# The Patterson function: autocorrelation, peaks and symmetry, with α-quartz

## Premises and conventions

**P1 (periodicity).** The crystal is infinite and periodic. Its time-averaged electron density $\rho$ is real and continuous. Positions are $\mathbf r=x\mathbf a+y\mathbf b+z\mathbf c$ with the column $\mathbf x$ of fractional coordinates, so $d^3r=V\,d^3x$ with $V$ the cell volume. Miller indices form the row $\mathbf h=(h,k,l)$. The set of all pure translations of the crystal, centring translations included, is $T$.

**P2 (Fourier convention).**
$$F(\mathbf h)=V\!\int_{\rm cell}\!\rho(\mathbf x)\,e^{2\pi i\,\mathbf h\cdot\mathbf x}\,d^3x,\qquad \rho(\mathbf x)=\frac1V\sum_{\mathbf h}F(\mathbf h)\,e^{-2\pi i\,\mathbf h\cdot\mathbf x}.\tag{1}$$
$F$ is in electrons (e) and $\rho$ in e Å$^{-3}$.

**P3 (kinematic scattering).** The corrected and scaled Bragg intensities equal $|F(\mathbf h)|^2$.

**P4 (independent atoms, used only in Part 2).** The cell holds $N$ atoms at $\mathbf r_j$, each with a localised density $\rho_j$ that integrates to $Z_j$.

**P5 (space group).** $\rho(W\mathbf x+\mathbf w)=\rho(\mathbf x)$ for every operation $(W,\mathbf w)$ of the space group $G$.

**Definition** (A. L. Patterson, 1934), with $\mathbf u$ either a vector or its fractional coordinates $(u,v,w)$:
$$P(\mathbf u)=\int_{\rm cell}\rho(\mathbf r)\,\rho(\mathbf r+\mathbf u)\,d^3r\qquad(\text{e}^2\,\text{Å}^{-3}).\tag{2}$$

## Part 1. Fourier series of the autocorrelation

**To show:** $P$ follows from the intensities alone.

*Step 1.* Insert (1) twice into (2):
$$P(\mathbf u)=\frac{1}{V^2}\sum_{\mathbf h'}\sum_{\mathbf h}F(\mathbf h')F(\mathbf h)\,e^{-2\pi i\,\mathbf h\cdot\mathbf u}\;V\!\int_{\rm cell}\!e^{-2\pi i(\mathbf h'+\mathbf h)\cdot\mathbf x}\,d^3x .$$
Sum and integral may be exchanged because thermal smearing makes $F$ fall off faster than any power of $|\mathbf h|$.

*Step 2.* The integral over $0\le x,y,z<1$ factorises. Each factor $\int_0^1e^{-2\pi i n x}dx$ is 1 for $n=0$ and 0 for any other integer. Only $\mathbf h'=-\mathbf h$ survives:
$$P(\mathbf u)=\frac1V\sum_{\mathbf h}F(-\mathbf h)F(\mathbf h)\,e^{-2\pi i\,\mathbf h\cdot\mathbf u}.$$

*Step 3.* Since $\rho$ is real, conjugating (1) gives $F(-\mathbf h)=F(\mathbf h)^*$. Hence $F(-\mathbf h)F(\mathbf h)=|F(\mathbf h)|^2$ and $|F(-\mathbf h)|^2=|F(\mathbf h)|^2$, which is Friedel's law.

*Step 4.* Average each term with its partner at $-\mathbf h$. The sine parts cancel:
$$\boxed{P(\mathbf u)=\frac1V\sum_{\mathbf h}|F(\mathbf h)|^2\cos(2\pi\,\mathbf h\cdot\mathbf u)}\tag{3}$$
The sum runs over all integer triples, $000$ and both members of each Friedel pair included. No phase appears.

*Consequences.*

(i) $P(-\mathbf u)=P(\mathbf u)$, because the cosine is even. The substitution $\mathbf r\to\mathbf r-\mathbf u$ in (2) gives the same, since the integral of a periodic function over one cell does not depend on where the cell is placed.

(ii) Shifting the origin by $\mathbf s$ multiplies $F$ by a phase factor, and inverting the structure turns $F$ into $F^*$. Neither changes $|F|^2$. A structure and its inverse therefore have the same $P$.

(iii) Only $\mathbf h=0$ survives integration over $\mathbf u$:
$$\int_{\rm cell}P\,d^3u=F(000)^2 .\tag{4}$$
$F(000)$ is not observed. Omitting it lowers the whole map by the constant $F(000)^2/V$.

(iv) Expanding the square and using periodicity,
$$\int_{\rm cell}[\rho(\mathbf r+\mathbf t)-\rho(\mathbf r)]^2d^3r=2P(\mathbf 0)-2P(\mathbf t).\tag{5}$$
The left side is non-negative and vanishes only if $\rho(\mathbf r+\mathbf t)=\rho(\mathbf r)$ everywhere. So $P(\mathbf t)\le P(\mathbf 0)$, with equality if and only if $\mathbf t\in T$.

## Part 2. Peaks and their weights

**To show:** $P$ is a sum of $N^2$ peaks per cell, at the interatomic vectors, with weights $Z_iZ_j$.

*Step 1.* By P4, with $\mathbf L,\mathbf L'$ running over the integer translations of the chosen cell,
$$P(\mathbf u)=\sum_{i,j}\sum_{\mathbf L,\mathbf L'}\int_{\rm cell}\rho_j(\mathbf r-\mathbf r_j-\mathbf L)\,\rho_i(\mathbf r+\mathbf u-\mathbf r_i-\mathbf L')\,d^3r .$$

*Step 2.* Put $\mathbf t=\mathbf r-\mathbf r_j-\mathbf L$ and $\mathbf M=\mathbf L'-\mathbf L$. The argument of $\rho_i$ becomes $\mathbf t+\mathbf u-(\mathbf r_i-\mathbf r_j)-\mathbf M$. At fixed $\mathbf M$, the sum over $\mathbf L$ of integrals over shifted cells covers all space once:
$$P(\mathbf u)=\sum_{\mathbf M}\sum_{i,j}p_{ij}\big(\mathbf u-(\mathbf r_i-\mathbf r_j)-\mathbf M\big),\qquad p_{ij}(\mathbf s)=\int_{\mathbb R^3}\rho_j(\mathbf t)\,\rho_i(\mathbf t+\mathbf s)\,d^3t .\tag{6}$$

*Step 3.* Integrate $p_{ij}$ over $\mathbf s$ first at fixed $\mathbf t$:
$$\int p_{ij}\,d^3s=Z_iZ_j .\tag{7}$$
The weight is the integrated content of the peak and not its height. For spherical atoms $p_{ij}$ is spherical about $\mathbf s=0$. Its transform is the product $f_if_j$ of the two form factors, so it is highest at the centre whenever $f_if_j\ge0$ at all angles.

*Step 4 (counting).* The $N$ terms with $i=j$ all lie at $\mathbf u=0$ and give an origin peak of weight $\sum_jZ_j^2$. The $N(N-1)$ ordered pairs with $i\ne j$ give peaks of weight $Z_iZ_j$ at $\mathbf r_i-\mathbf r_j$ modulo the lattice. Pairs with the same vector coincide and their weights add, so $N(N-1)$ is an upper bound on the number of distinct positions. The total is
$$\sum_jZ_j^2+\sum_{i\ne j}Z_iZ_j=\Big(\sum_jZ_j\Big)^2=F(000)^2,$$
as (4) requires.

*Step 5 (width).* For Gaussian atoms, $\rho_j=Z_j(2\pi\sigma_j^2)^{-3/2}e^{-r^2/2\sigma_j^2}$, the transform is $Z_je^{-2\pi^2\sigma_j^2S^2}$ with $S$ the length of the reciprocal-space vector ($1/d$ at a reflection). The product of two such transforms is again Gaussian, so
$$p_{ij}(\mathbf s)=\frac{Z_iZ_j}{(2\pi\sigma_P^2)^{3/2}}\,e^{-s^2/2\sigma_P^2},\qquad \sigma_P^2=\sigma_i^2+\sigma_j^2 .\tag{8}$$
Heights are proportional to weights only when all $\sigma_P$ are equal. For two equal peaks a distance $D$ apart, the second derivative along the joining line at the midpoint has the sign of $D^2/4\sigma_P^2-1$. They show a single maximum when $D<2\sigma_P$.

## Part 3. Symmetry of $P$

**To show:** the space group of $P$ is the symmorphic group built from the Laue group and the lattice of the crystal.

*Step 1 (rotation parts).* In $P(W\mathbf u)=V\int\rho(\mathbf x)\rho(\mathbf x+W\mathbf u)\,d^3x$ substitute $\mathbf x=W\mathbf y+\mathbf w$. The Jacobian is $|\det W|=1$. The new domain is again a cell of the lattice, because $W$ maps $T$ onto itself: $(W,\mathbf w)(I,\mathbf t)(W,\mathbf w)^{-1}=(I,W\mathbf t)$. The second argument becomes $W(\mathbf y+\mathbf u)+\mathbf w$. Applying P5 to both factors,
$$P(W\mathbf u)=V\!\int\!\rho(\mathbf y)\,\rho(\mathbf y+\mathbf u)\,d^3y=P(\mathbf u).\tag{9}$$
The translation part $\mathbf w$ has dropped out: screw axes act on $P$ as rotation axes and glide planes as mirrors, all through the origin.

*Step 2 (the same in reciprocal space).* The same substitution in (1) gives
$$F(\mathbf h)=e^{2\pi i\,\mathbf h\cdot\mathbf w}\,F(\mathbf hW),\qquad |F(\mathbf hW)|^2=|F(\mathbf h)|^2 .\tag{10}$$

*Step 3 (inversion).* With (i), $P(\pm W\mathbf u)=P(\mathbf u)$. The matrices $\pm W$ form a group, since $-I$ commutes with every $W$. It is the Laue group, in the orientation that the point group of $G$ has relative to the lattice.

*Step 4 (translations).* If $\mathbf t\in T$, then $\rho(\mathbf r+\mathbf u+\mathbf t)=\rho(\mathbf r+\mathbf u)$ and $P(\mathbf u+\mathbf t)=P(\mathbf u)$. Conversely, a translation that leaves $P$ invariant gives $P(\mathbf t)=P(\mathbf 0)$, and (5) then puts $\mathbf t$ in $T$. The lattice of $P$ is exactly that of the crystal, centring included.

*Step 5 (symmorphism).* The operations found form
$$\boxed{G_P=\{(\pm W,\mathbf t):\ W\in\text{point group of }G,\ \mathbf t\in T\}}\tag{11}$$
Every rotation part occurs with zero translation, so the origin has the full Laue symmetry. This is the definition of a symmorphic group. Any further symmetry operation $(Q,\mathbf q)$ of $P$ must send the global maximum at the origin to a global maximum, so $\mathbf q\in T$ by (5) and $(Q,\mathbf 0)$ is a symmetry as well. The symmetry of $P$ thus contains (11), is always symmorphic, and can exceed (11) only in its point group, when the intensities of a special structure have more symmetry than (10) demands. The centrosymmetric symmorphic types are 24 in number. The Laue class and the centring letter do not always fix the type: class $\bar3m$ on a primitive hexagonal lattice gives $P\bar3m1$ or $P\bar31m$, according to the orientation in Step 3.

*Centring and coincidence: silicon.* Silicon ($Fd\bar3m$, 8 atoms of $Z=14$ in the cubic cell) has $G_P=Fm\bar3m$. Of its 56 vectors with $i\neq j$, 24 fall on the three centring points, 8 on each, and rebuild there the origin weight $8\times196=1568$. The other 32 fall, 4 on each, on the eight points $(\pm\frac14,\pm\frac14,\pm\frac14)$ with weight 784. The total is $4\times1568+8\times784=12544=112^2$.

*Where the screw and glide translations go.* An atom at $\mathbf x$ and its image give the vector
$$\mathbf u=(W-I)\mathbf x+\mathbf w .\tag{12}$$
When $W-I$ is singular these vectors are confined to a plane or a line whose position is set by $\mathbf w$. These are the sections of D. Harker (1936).

## Part 4. From $P3_121$ to $P\bar3m1$

*Step 1.* On hexagonal axes ($a=b$, $\gamma=120^\circ$) the six coset representatives in the standard setting send $(x,y,z)$ to

1. $x,\ y,\ z$
2. $-y,\ x-y,\ z+\frac13$
3. $y-x,\ -x,\ z+\frac23$
4. $y,\ x,\ -z$
5. $x-y,\ -y,\ \frac23-z$
6. $-x,\ y-x,\ \frac13-z$

Operation 3 is the square of 2, and the cube of 2 is the translation $\mathbf c$. Modulo $\mathbf c$, operation 5 is 2 followed by 4, and 6 is 3 followed by 4. The rotation parts of 4, 5 and 6 leave $[110]$, $[100]$ and $[010]$ unchanged and reverse $\mathbf c$. They are twofold axes along $\mathbf a+\mathbf b$, $\mathbf a$ and $\mathbf b$, so the point group is $321$.

*Step 2.* Delete the translations and adjoin $-I$. The twelve images of $(u,v,w)$ are
$$\pm(u,v,w),\ \pm(-v,u-v,w),\ \pm(v-u,-u,w),\ \pm(-v,-u,w),\ \pm(v-u,v,w),\ \pm(u,u-v,w).\tag{13}$$
The threefold axis with the inversion gives $\bar3$. A twofold rotation times $-I$ is a mirror normal to the axis, so the upper signs of the last three entries are mirrors normal to $\mathbf a+\mathbf b$, $\mathbf a$ and $\mathbf b$. A point is fixed by one of them, modulo the lattice, when $u+v$, $v-2u$ or $u-2v$ is an integer.

*Step 3.* In trigonal symbols on hexagonal axes the second position refers to the directions $\mathbf a$, $\mathbf b$, $\mathbf a+\mathbf b$ and the third to $[1\bar10]$ and its equivalents. The lattice is primitive, so $G_P=P\bar3m1$. The enantiomorphic group $P3_221$ has the same rotation parts and the same $G_P$, in accord with (ii). $P3_112$, with its twofold axes along the third set of directions, gives $P\bar31m$.

*Step 4 (intensities).* By (10), operation 2 gives $F(hkl)=e^{2\pi il/3}F(k,-h-k,l)$ and operation 4 gives $F(hkl)=F(k,h,-l)$. Thus $|F(101)|=|F(01\bar1)|$, while nothing links $101$ to $011$, although both have the same spacing. For $h=k=0$ the first relation reads $F(00l)=e^{2\pi il/3}F(00l)$, so $F(00l)=0$ unless $l=3n$. Averaging (3) over $u$ and $v$ keeps only the $00l$ terms. The projection of $P$ on $\mathbf c$ therefore has period $c/3$, while $P$ itself keeps period $c$ by Part 3, Step 4.

*Step 5 (Harker sections).* Equation (12) gives $(-x-y,\ x-2y,\ \frac13)$ for operation 2, in the section $w=\frac13$. For 4, 5 and 6 it gives $(y-x,\ x-y,\ -2z)$, $(-y,\ -2y,\ \frac23-2z)$ and $(-2x,\ -x,\ \frac13-2z)$, which lie in the three mirror planes of (13).

## Part 5. Range of validity

**What rests on what.** Parts 1, 3 and 4 need only a real periodic density and P3. The peak picture needs P4 as well. Bonding redistributes valence charge, which makes $Z_iZ_j$ approximate but leaves (4) exact. Bragg intensities give the autocorrelation of the averaged density; correlated motion and disorder appear in the diffuse scattering.

**Resonant scattering.** With $f_j=\alpha_j+i\beta_j$ the scattering density is complex and Friedel's law fails in a non-centrosymmetric crystal. Then $|F|^2=\sum f_if_j^*e^{2\pi i\mathbf h\cdot(\mathbf x_i-\mathbf x_j)}$, and the series with $e^{-2\pi i\mathbf h\cdot\mathbf u}$ has complex weights
$$f_if_j^*=(\alpha_i\alpha_j+\beta_i\beta_j)+i(\beta_i\alpha_j-\alpha_i\beta_j).$$
The real part is the cosine series over both Friedel mates and retains $G_P$. The imaginary part is odd in $\mathbf u$ and invariant only under the point group, $321$ for quartz. With typical values for Cu K$\alpha$, $\beta_{\rm Si}\approx0.33$ and $\beta_{\rm O}\approx0.03$, and $\alpha\approx Z$, the odd Si–O weight is $0.33\times8-14\times0.03=2.2$, about 2 % of 112.

**Series termination.** Cutting (3) at $1/d_{\min}$ convolves $P$ with the transform of a sphere, whose shape is $K(q)=3(\sin q-q\cos q)/q^3$ with $q=2\pi s/d_{\min}$, $s$ the distance from the centre, and $K(0)=1$. Its first zero, at $\tan q=q$, is $q=4.493$, or $s=0.715\,d_{\min}$. For the typical Cu K$\alpha$ wavelength of 1.54 Å, $d_{\min}=\lambda/2=0.77$ Å and this radius is 0.55 Å. The first minimum is $K=-0.086$ at $q=5.763$ (0.71 Å) and the second is $K=-0.020$ at $q=12.32$ (1.51 Å). These amplitudes apply to point-like (fully sharpened) atoms; falling form factors damp them.

**Dynamical scattering.** Extinction weakens strong reflections of highly perfect crystals, quartz among them, and multiple scattering is the rule for electrons. P3 then fails, and the map computed from (3) is no longer the autocorrelation (2).

**Other radiations.** For neutrons (nuclear scattering) the weights are $b_ib_j$ and are negative when the scattering lengths differ in sign. For electrons in the kinematic limit $\rho$ is replaced by the electrostatic potential.

**Twinning.** Intensities of large domains add. A twin operation inside the Laue group leaves $P$ unchanged; the Brazil twin of quartz, a reflection normal to $\mathbf a$, is of this kind. The Dauphiné twin, a half-turn about $\mathbf c$, superposes $hkl$ on $\bar h\bar kl$, and equal volumes of the two orientations give the apparent symmetry $P6/mmm$.

**Uniqueness.** $P$ fixes neither the origin nor the hand, and distinct (homometric) structures can share one vector set.

## Part 6. Numerical illustration: α-quartz in $P3_121$

**Inputs.** Measured lattice constants at 298 K, as compiled by Sutter (2016): $a=4.9137$ Å, $c=5.4047$ Å. Typical coordinates, assumed here: Si on the twofold axis at $(x_s,0,\frac13)$ with $x_s=0.470$; O at $(0.414,\ 0.267,\ 0.214)$. Neutral atoms, $Z=14$ and 8. All vectors, lengths and amplitudes below belong to this model.

**Cell and weights.** $V=\frac{\sqrt3}{2}a^2c=113.01$ Å$^3$. The cell holds 3 Si and 6 O, so $N=9$, $N(N-1)=72$, $F(000)=90$ and $F(000)^2=8100$. The mean of $P$ is $8100/V=71.7$ e$^2$ Å$^{-3}$. The origin weight is $3\times196+6\times64=972$. The off-origin weights are $6\times196=1176$ (Si–Si), $36\times112=4032$ (Si–O) and $30\times64=1920$ (O–O). The four contributions add up to 8100.

**Orbits under (13).** The Si atoms are Si1 $(x_s,0,\frac13)$, Si2 $(0,x_s,\frac23)$ and Si3 $(-x_s,-x_s,0)$. O$n$ is the image of O1 under operation $n$. Si2 − Si1 $=(-x_s,x_s,\frac13)$ has $u+v=0$, so it lies on a mirror and its orbit of 6 exhausts the Si–Si vectors. The six operations permute the O atoms freely, so every Si–O vector is equivalent to one of O1 − Si$n$, which gives three orbits of 12. Likewise every O–O vector is equivalent to some O$n$ − O1. Inversion joins $n=2$ with $n=3$, since these operations are mutually inverse, giving one orbit of 12. The three twofold axes give Harker vectors on mirrors, in three orbits of 6. The table lists one shortest representative of each orbit, with length from $|\mathbf u|^2=a^2(u^2+v^2-uv)+c^2w^2$.

| vector | number | weight | $u$ | $v$ | $w$ | length (Å) |
|---|---|---|---|---|---|---|
| Si2 − Si1 | 6 | 196 | $0.530$ | $0.470$ | $0.333$ | 3.06 |
| O1 − Si1 | 12 | 112 | $-0.056$ | $0.267$ | $-0.119$ | 1.60 |
| O1 − Si3 | 12 | 112 | $-0.116$ | $-0.263$ | $0.214$ | 1.61 |
| O1 − Si2 | 12 | 112 | $-0.586$ | $-0.203$ | $-0.453$ | 3.52 |
| O2 − O1 | 12 | 64 | $0.319$ | $-0.120$ | $0.333$ | 2.64 |
| O4 − O1 | 6 | 64 | $-0.147$ | $0.147$ | $-0.428$ | 2.63 |
| O5 − O1 | 6 | 64 | $-0.267$ | $-0.534$ | $0.239$ | 2.61 |
| O6 − O1 | 6 | 64 | $0.172$ | $-0.414$ | $-0.095$ | 2.61 |

**Overlap.** For O1 − Si3 and O1 − Si2, $v-2u=-0.031$ modulo 1. Each vector lies close to the mirror $(v-u,v,w)$ and is separated from its image by $0.031a=0.15$ Å. This is well below the termination radius of 0.55 Å. Assume for illustration $\sigma=0.25$ Å for both atoms, so $\sigma_P=0.35$ Å and $2\sigma_P=0.71$ Å. Each pair merges into one maximum of weight 224. In units where an isolated peak has a height equal to its weight, (8) gives a midpoint height of $224\,e^{-(0.031a/2)^2/2\sigma_P^2}=219$, above the 196 of Si–Si. The strongest off-origin feature is therefore not automatically a heavy-atom vector. A more diffuse O atom would lower the Si–O heights, so this ranking is the equal-width model's. In a fully sharpened map cut at 0.77 Å the origin ripples reach $-84$ at 0.71 Å, larger in size than an O–O peak but at a radius where no vector lies, and $-19$ at 1.51 Å, next to the Si–O bond vectors of weight 112.

**Reading the Harker section.** The section $w=\frac13$ is crossed at the centre of three Si–Si and six O–O peaks. The nearest neighbours of the Si–Si peak at $(0.530,0.470,\frac13)$ are two members of the O1 − Si2 orbit, at $(0.617,0.414,0.453)$ and its mirror image, 0.89 Å away. In the Gaussian model they add 9.4 to its 196, about 5 %. Three Si atoms per cell must occupy a twofold axis, and matching the peak to $(-x_s,x_s,\frac13)$ returns $x_s=0.470$. The inverted structure, in $P3_221$ with Si at $(0.530,0,\frac23)$, fits the map equally well.

**Absence of a sixfold axis.** The reflections $101$ and $011$ share $d=[4/(3a^2)+1/c^2]^{-1/2}=3.343$ Å. For point atoms, $F=\sum_jZ_je^{2\pi i\mathbf h\cdot\mathbf x_j}$ gives $|F(101)|=50.3$ and $|F(011)|=33.2$, an intensity ratio of 2.3. Typical form factors lower both amplitudes by roughly a fifth at this angle; a factor common to both elements cancels in the ratio. A half-turn about $\mathbf c$ would send $101$ to $\bar101$, which the threefold axis makes equivalent to $011$. The unequal coefficients show that the map has $P\bar3m1$ and not the $P6/mmm$ of the bare lattice.

**Neutrons.** With typical scattering lengths $b_{\rm Si}=4.15$ fm and $b_{\rm O}=5.80$ fm, positions and symmetry are unchanged, and the single weights become 17.2 (Si–Si), 24.1 (Si–O) and 33.6 fm$^2$ (O–O), the reverse of the X-ray order.